Dear colleague,

The germanium band that runs up to about 600 cm$^{-1}$ and then stops is a weighted picture of the phonon density of states on a doubled frequency axis. Here is the derivation, including the weight. Formulas use angular frequencies, numbers are in cm$^{-1}$, and the shift $\omega=\omega_L-\omega_s$ is positive on the Stokes side.

**1. Premises**

(a) The crystal is perfect and harmonic, with $N$ cells of volume $\Omega$, and in thermal equilibrium: mode $(\mathbf q,j)$ has mean occupation $n=1/(e^{\hbar\omega_{\mathbf qj}/k_BT}-1)$.

(b) The electrons follow the nuclei adiabatically (Placzek's approximation). The volume-averaged susceptibility $\chi$ (SI, dimensionless) at the laser frequency is then a symmetric tensor that depends only on the nuclear displacements.

(c) The momentum transfer $\mathbf k$ of the light is negligible on the scale of the zone.

The dipole $\epsilon_0V\chi\mathbf E$ radiates. Dividing its power per solid angle by the incident intensity and by $V=N\Omega$ gives, per unit length, solid angle and shift,

$$\frac{\eta_s}{\eta_L}\frac{\omega_s^4V}{16\pi^2c^4}S(\omega),\qquad S(\omega)=\sum_{i,f}p_i\,|\langle f|\delta\chi|i\rangle|^2\,\delta\big(\omega-(E_f-E_i)/\hbar\big).$$

Here $\eta$ are the refractive indices, $p_i$ the Boltzmann weights of the phonon states, and $\delta\chi=\hat e_s\cdot\delta\chi\cdot\hat e_L$ for real polarisation vectors. In a ratio of photon counts $\omega_s^4$ becomes $\omega_s^3\omega_L$.

**2. The second-order term**

Write the displacement of atom $\kappa$ in cell $l$ as

$$u_{l\kappa\mu}=\frac{1}{\sqrt{NM_\kappa}}\sum_{\mathbf qj}e_{\kappa\mu}(\mathbf qj)\,e^{i\mathbf q\cdot\mathbf R_l}Q_{\mathbf qj},\qquad Q_{\mathbf qj}=\sqrt{\frac{\hbar}{2\omega_{\mathbf qj}}}\,\big(a_{\mathbf qj}+a^\dagger_{-\mathbf qj}\big),$$

with $e(-\mathbf qj)=e(\mathbf qj)^*$ and $\omega_{-\mathbf qj}=\omega_{\mathbf qj}$. Moving two atoms changes $V\chi$ by an amount independent of $N$, and lattice periodicity leaves only the cell difference, so $\partial^2\chi/\partial u_{l\kappa\mu}\partial u_{l'\kappa'\nu}=P_{\kappa\mu,\kappa'\nu}(l-l')/N$. In the quadratic Taylor term the sum over $l'$ at fixed $l-l'$ gives $N$ when the two wave vectors add to a reciprocal lattice vector, and zero otherwise. Hence

$$\delta\chi^{(2)}=\frac{1}{2N}\sum_{\mathbf qjj'}R_{jj'}(\mathbf q)\,Q_{\mathbf qj}Q_{-\mathbf qj'},\qquad R_{jj'}(\mathbf q)=\sum_{l\kappa\mu\kappa'\nu}\frac{P_{\kappa\mu,\kappa'\nu}(l)}{\sqrt{M_\kappa M_{\kappa'}}}\,e_{\kappa\mu}(\mathbf qj)\,e^*_{\kappa'\nu}(\mathbf qj')\,e^{i\mathbf q\cdot\mathbf R_l}.$$

Only pairs $\mathbf q,-\mathbf q$ survive, but $\mathbf q$ covers the whole zone. The two derivatives commute, so $R_{j'j}(-\mathbf q)=R_{jj'}(\mathbf q)$.

**3. Counting final states**

Abbreviate $\omega_1=\omega_{\mathbf qj}$, $\omega_2=\omega_{\mathbf qj'}$.

*Sum bands.* The operator $a^\dagger_{-\mathbf qj}a^\dagger_{\mathbf qj'}$ occurs in the term $(\mathbf q,j,j')$ and in the term $(-\mathbf q,j',j)$, with equal coefficients. This cancels the factor $\tfrac12$. For occupation numbers $m_1,m_2$ the squared amplitude is $|R|^2\hbar^2(m_1+1)(m_2+1)/(4N^2\omega_1\omega_2)$. Distinct modes are independent, so the thermal average replaces $m$ by $n$. A sum over all $(\mathbf q,j,j')$ meets each final state twice, so

$$S_+(\omega)=\frac{\hbar^2}{8N^2}\sum_{\mathbf qjj'}|R_{jj'}(\mathbf q)|^2\,\frac{(n_1+1)(n_2+1)}{\omega_1\omega_2}\,\delta(\omega-\omega_1-\omega_2).$$

At $\Gamma$, X and L, where $-\mathbf q$ equals $\mathbf q$ up to a reciprocal vector, $j=j'$ puts both quanta into one mode. The operator then occurs once, which gives $\tfrac14$ of the squared prefactor above, times $\langle(m+1)(m+2)\rangle=2(n+1)^2$ from $\langle m^2\rangle=2n^2+n$. The product carries the same $\tfrac12$, so these points need no special term.

*Difference bands.* Creating $(\mathbf q,j)$ and destroying $(\mathbf q,j')$ also occurs twice, in $(-\mathbf q,j,j')$ and $(\mathbf q,j',j)$. Now each ordered triple is its own process, and nothing is halved:

$$S_-(\omega)=\frac{\hbar^2}{4N^2}\sum_{\mathbf q,\,j\ne j'}|R_{jj'}(-\mathbf q)|^2\,\frac{(n_1+1)\,n_2}{\omega_1\omega_2}\,\delta(\omega-\omega_1+\omega_2).$$

The terms $j=j'$ are elastic. The $aa$ terms give the anti-Stokes sum band with $n_1n_2$. Since $n+1=n\,e^{\hbar\omega/k_BT}$, every process obeys $S(-\omega)=e^{-\hbar\omega/k_BT}S(\omega)$. With $N^{-1}\sum_{\mathbf q}$ intensive, $VS$ is independent of crystal size.

**4. Overtones**

Keep $j=j'$ in $S_+$. Define $g(\omega_1)=N^{-1}\sum_{\mathbf qj}\delta(\omega_1-\omega_{\mathbf qj})$, normalised to six modes per cell, and let $\overline{|R|^2}(\omega_1)$ be the mean of $|R_{jj}|^2$ over those modes with the same delta weight. The delta function fixes $\omega_1=\omega/2$, so $1/\omega_1^2=4/\omega^2$, and $\delta(\omega-2\omega_1)=\tfrac12\delta(\omega/2-\omega_1)$:

$$S_{\rm ov}(\omega)=\frac{\hbar^2}{4N}\;\overline{|R|^2}(\omega/2)\;\frac{[n(\omega/2)+1]^2}{\omega^2}\;g(\omega/2).$$

This is exact within the premises. The short form $g(\omega/2)(n+1)^2/\omega^2$ needs a constant $\overline{|R|^2}$, a separate assumption.

**5. The fully symmetric component**

*Isolating it.* Restore the tensor $R^{\mu\nu}$. The sum over $\mathbf q$ includes all cubic images of each pair, so each polarised intensity is averaged over axis permutations and sign changes. For backscattering from (001), with $x',y'$ along $[110]$ and $[1\bar10]$, the amplitudes are $R^{xy}$ for $xy$, $\tfrac12(R^{xx}+R^{yy})+R^{xy}$ for $x'x'$, and $\tfrac12(R^{yy}-R^{xx})$ for $x'y'$. Sign changes remove the cross term with $R^{xy}$. Put $s=\sum_\mu|R^{\mu\mu}|^2$ and $t=\sum_{\mu<\nu}\mathrm{Re}\,R^{\mu\mu}R^{\nu\nu*}$. The averages are $(s+t)/6+\langle|R^{xy}|^2\rangle$ for $x'x'$ and $(s-t)/6$ for $x'y'$, so

$$I_{x'x'}-I_{xy}-\tfrac13I_{x'y'}\;\to\;\frac{s+2t}{9}=|A|^2,\qquad A=\tfrac13\,\mathrm{tr}\,R.$$

This combination is the $\Gamma_1$ ($A_{1g}$) spectrum.

*Why overtones are favoured.* $A_{jj'}(\mathbf q)$ is the matrix element, between two eigenvectors, of a $6\times6$ matrix built from $\mathrm{tr}\,P/3$ exactly as the dynamical matrix is built from force constants. The trace is a scalar, so this matrix commutes with the group of $\mathbf q$. By Schur's lemma it connects only modes of the same irreducible representation and is a multiple of the identity inside a degenerate set. No symmetry forbids an overtone, whereas combinations and differences of unlike symmetry vanish in $\Gamma_1$ on symmetry points and lines, where many critical points lie. At general $\mathbf q$ they are allowed, so "$\Gamma_1$ equals overtones" is an approximation.

*How constant is $A$?* A rigid translation leaves $\chi$ unchanged, so $\sum_{l\kappa'}P_{\kappa\mu,\kappa'\nu}(l)=0$. For an acoustic branch $R_{jj}$ therefore vanishes at $\mathbf q=0$, and being even in $\mathbf q$ it starts as $q^2\propto\omega^2$. With $g\propto\omega^2$ and $n+1\simeq2k_BT/\hbar\omega$, a constant $R$ would make $S_{\rm ov}$ diverge as $\omega^{-2}$. The true spectrum vanishes as $\omega^2$. Two simple cases show the freedom. An on-site $\mathrm{tr}\,P$ proportional to the identity gives, for equal masses, a constant diagonal $A$, but breaks the sum rule. A $\mathrm{tr}\,P$ proportional to the force constants obeys it and gives $A_{jj'}\propto\omega_1^2\delta_{jj'}$, hence $S\propto\omega^2(n+1)^2g(\omega/2)$. The two differ by a factor $\omega^4$.

**6. Van Hove edges and cutoff**

Near a critical point of a nondegenerate branch, $\omega_{\mathbf q}=\omega_c+\sum_ib_ik_i^2$. Rescaling $k_i\to k_i/\sqrt{|b_i|}$ turns $N^{-1}\sum_{\mathbf q}$ into $\Omega(2\pi)^{-3}|b_1b_2b_3|^{-1/2}\int d^3k$. Let $C=\Omega/(4\pi^2\sqrt{|b_1b_2b_3|})$.

At a maximum, the modes within $\epsilon$ of $\omega_c$ fill a sphere of volume $\tfrac43\pi\epsilon^{3/2}$, whose derivative is $2\pi\sqrt\epsilon$. So $g=C\sqrt{\omega_c-\omega_1}$ below and zero above. A minimum is the mirror image. For a saddle $\omega_1-\omega_c=\rho^2-z^2$, the integral of the delta function over the $\rho$ plane is $\pi$ where $\omega_1-\omega_c+z^2>0$ and zero elsewhere. Over $|z|<Z$ this gives $g=CZ$ above $\omega_c$ and $C(Z-\sqrt{\omega_c-\omega_1})$ below. The other saddle is its mirror image. Each term is multiplied by the number of equivalent points. With smooth $\overline{|R|^2}$ these edges appear in $S_{\rm ov}$ at $2\omega_c$, as $\sqrt{|2\omega_c-\omega|/2}$.

Since $\omega_1+\omega_2\le2\omega_{\max}$, the whole second-order spectrum ends at $2\omega_{\max}$. If the maximum is the threefold optical mode $\omega_0$ at $\Gamma$ of the nonpolar diamond lattice, then $\omega_j=\omega_0-B_j(\hat q)q^2$. The radial integral of $q^2\delta(\epsilon-B_jq^2)$ is $\sqrt\epsilon/2B_j^{3/2}$, so $g=(\Omega/4\pi^2)\sqrt\epsilon\sum_j\langle B_j^{-3/2}\rangle$, averaged over directions. The cutoff is a square-root descent to zero and not a peak.

**7. Range of validity**

*Resonance.* Premise (b) needs the two-phonon energy to be small against the detuning from electronic transitions. The compiled optical frequency 300.9 cm$^{-1}$ (Ioffe Institute) gives $2\omega_0=601.8$ cm$^{-1}$, or 74.6 meV. The compiled gaps are 0.66 eV fundamental (Wing 2021) and 0.8 eV direct (Waroquiers 2013). Even a 0.5 eV photon is detuned by only 0.3 eV from the direct gap, a ratio of 0.25. A 514.5 nm line, 2.41 eV, lies deep in the absorption. The counting of section 3 survives, because the lowest-order amplitude is still bilinear in phonon operators: edge positions, cutoff and Bose factors remain. But $R$ becomes complex, depends on $\omega_L$ and on both phonon frequencies, differs between Stokes and anti-Stokes processes, and may acquire an antisymmetric part that spoils the subtraction of section 5. It may also vary fast in $\mathbf q$ and create structure absent from $g$.

*Prefactor.* At 514.5 nm the factor $\omega_s^3$ at the cutoff is 0.91 of its value at zero shift. Correct for it, and for the scattering depth.

*Momentum.* With an index $\sqrt{15.9}$ (compiled high-frequency dielectric constant, Skone 2014) as an order of magnitude and a typical lattice constant $a=5.66$ Å, the backscattering $k=4\pi\eta/\lambda$ is 0.009 of $2\pi/a$. An overtone shifts only in second order, since $\omega(\mathbf q+\mathbf k/2)+\omega(\mathbf q-\mathbf k/2)$ has no linear term.

*Anharmonicity.* Light can drive the zone-centre mode virtually, and cubic coupling converts it into a pair, with an amplitude resonant at $\omega_0$. That mode is $\Gamma_{25'}$, so this path is absent from $\Gamma_1$. Lifetimes round every edge by the summed widths of the two phonons and let a tail pass the cutoff. Quartic interaction within the pair is neglected.

**8. Illustration: a nearest-neighbour model of Ge**

Let the bonds from one sublattice be $(a/4)\mathbf s$, with $\mathbf s=(1,1,1),(1,-1,-1),(-1,1,-1),(-1,-1,1)$. Each bond stores $\tfrac12\Delta\mathbf u\cdot\Phi_{\mathbf s}\Delta\mathbf u$ with $\Phi_{\mathbf s}=\alpha\mathbb 1+\beta(\mathbf{ss}^T-\mathbb 1)$, whose eigenvalues are $\alpha+2\beta$ and twice $\alpha-\beta$. The $\beta$ parts cancel in $\sum\Phi_{\mathbf s}$, so $M\omega^2$ are the eigenvalues of

$$\begin{pmatrix}4\alpha&-K\\-K^\dagger&4\alpha\end{pmatrix},\qquad K=\sum_{\mathbf s}\Phi_{\mathbf s}\,e^{i\boldsymbol\theta\cdot\mathbf s},\quad\boldsymbol\theta=\mathbf qa/4,$$

with phases taken at the atomic sites, which leaves eigenvalues unchanged. Reversing the sign of one sublattice reverses $K$, so the eigenvalues are $4\alpha\pm\sigma$, with $\sigma$ the singular values of $K$. For positive bond eigenvalues the energy is nonnegative, $\sigma\le4\alpha$, and the maximum is $\omega_0^2=8\alpha/M$ at $\Gamma$. Branches pair as $\omega_{\rm ac}^2+\omega_{\rm op}^2=\omega_0^2$.

At X, $\boldsymbol\theta=(\pi/2,0,0)$, only $K_{yz}=K_{zy}=4i\beta$ is nonzero, so $\sigma=0,4\beta,4\beta$. At L, $\boldsymbol\theta=(\pi/4)(1,1,1)$, the first bond has the opposite phase to the rest, $K\propto4\alpha-2\Phi_{111}$, and the transverse $\sigma$ is $2\alpha+2\beta$. With $b=\beta/\alpha$, $\omega^2/\omega_0^2$ is $(1\pm b)/2$ and $\tfrac12$ at X, and $(3+b)/4$, $(1-b)/4$ for TO and TA at L.

For long waves write $K=K'+iK''$. To leading order $4\alpha-K'$ has diagonal $2\alpha\theta^2$ and off-diagonal $4\beta\theta_x\theta_y$, and $K''_{xy}=4\beta\theta_z$, with cyclic partners. Eliminating the optical block $8\alpha$ leaves $4\alpha-K'-K''^2/8\alpha$, with $xx$ element $2\alpha\theta_x^2+2\alpha(1-b^2)(\theta_y^2+\theta_z^2)$ and $xy$ element $2\alpha(2b-b^2)\theta_x\theta_y$. With density $8M/a^3$, comparison with the cubic elastic equations gives $C_{11}=\alpha/a$, $C_{44}=C_{11}(1-b^2)$ and $C_{12}=C_{11}(2b-1)$.

The compiled $C_{11}=129$ and $C_{12}=48$ GPa (Råsander 2015) fix $b=(C_{11}+C_{12})/2C_{11}=0.686$. The model then gives $C_{44}=68.3$ GPa against the compiled 67. The scale is weaker: $\alpha=aC_{11}$ with $M=72.63$ u would put $\omega_0$ at 369 cm$^{-1}$, 23 per cent above the compiled value. I therefore set $\omega_0=300.9$ cm$^{-1}$ as an input. At 300 K, $k_BT/hc=208.5$ cm$^{-1}$. The last two columns give the weight multiplying $g(\omega/2)$, relative to the cutoff, for the two cases of section 5.

| overtone | shift (cm$^{-1}$) | $(n+1)^2$ | $(n+1)^2/\omega^2$ | $(n+1)^2\omega^2$ |
|---|---|---|---|---|
| 2TA(L) | 169 | 9.04 | 67 | 0.41 |
| 2TA(X) | 238 | 5.27 | 20 | 0.48 |
| 2LA(X) = 2LO(X) | 426 | 2.44 | 2.9 | 0.71 |
| 2TO(X) | 553 | 1.86 | 1.28 | 0.91 |
| 2TO(L) | 578 | 1.78 | 1.13 | 0.96 |
| 2O($\Gamma$) | 601.8 | 1 .71 | 1 | 1 |

Between 2TO(X) and the cutoff the two cases differ by at most a factor 1.41, so that stretch gives the shape of $g$ tolerably. At 2TA(X) they differ by 41, so the ratio of acoustic to optical band heights says little about $g$. All model branches are flat from X to W, an artefact of the short range, so the features at X are not the generic edges of section 6.

Cooling tests assignments without knowledge of $R$, provided $R$ and the frequencies change little. From 300 to 80 K the model's 2TO(L) falls by a factor 1.76 and its 2TA(L) by 5.5. The difference band TO(X)$-$TA(X) at 157 cm$^{-1}$, with $(n_1+1)n_2$, falls by 13.

For the edge, the long-wave matrix is $2\alpha\theta^2$ times one with eigenvalues $\lambda_j(\hat q)$, and the pairing gives $B_j=\omega_0\lambda_ja^2/128$. With $\Omega=a^3/4$, the number of modes per cell within $\epsilon$ of the top is $\tfrac23\,128^{3/2}(16\pi^2)^{-1}\Lambda(\epsilon/\omega_0)^{3/2}=6.11\,\Lambda(\epsilon/\omega_0)^{3/2}$, with $\Lambda=\sum_j\langle\lambda_j^{-3/2}\rangle$. The weights $10:16:9$ on $[100]$, $[110]$, $[111]$ average cubic polynomials exactly through sixth order and give $\Lambda\approx8$. The last 5 cm$^{-1}$ of the overtone band, $\epsilon=2.5$ cm$^{-1}$, then hold about 0.04 of the six modes. The paired acoustic frequency is 39 cm$^{-1}$, and for a sine-shaped branch ending at TA(L) the next order adds half the squared ratio of the two, about 0.1 of the count, so one figure is all it bears.

These numbers are the model's. Its known large miss is the transverse acoustic branch, which in Ge is typically flattened to about 80 cm$^{-1}$ at X and 63 cm$^{-1}$ at L. The model is high by about a half at X and a third at L, so expect the 2TA bands correspondingly lower, with larger Bose factors than tabulated, and the difference band higher.

With best regards.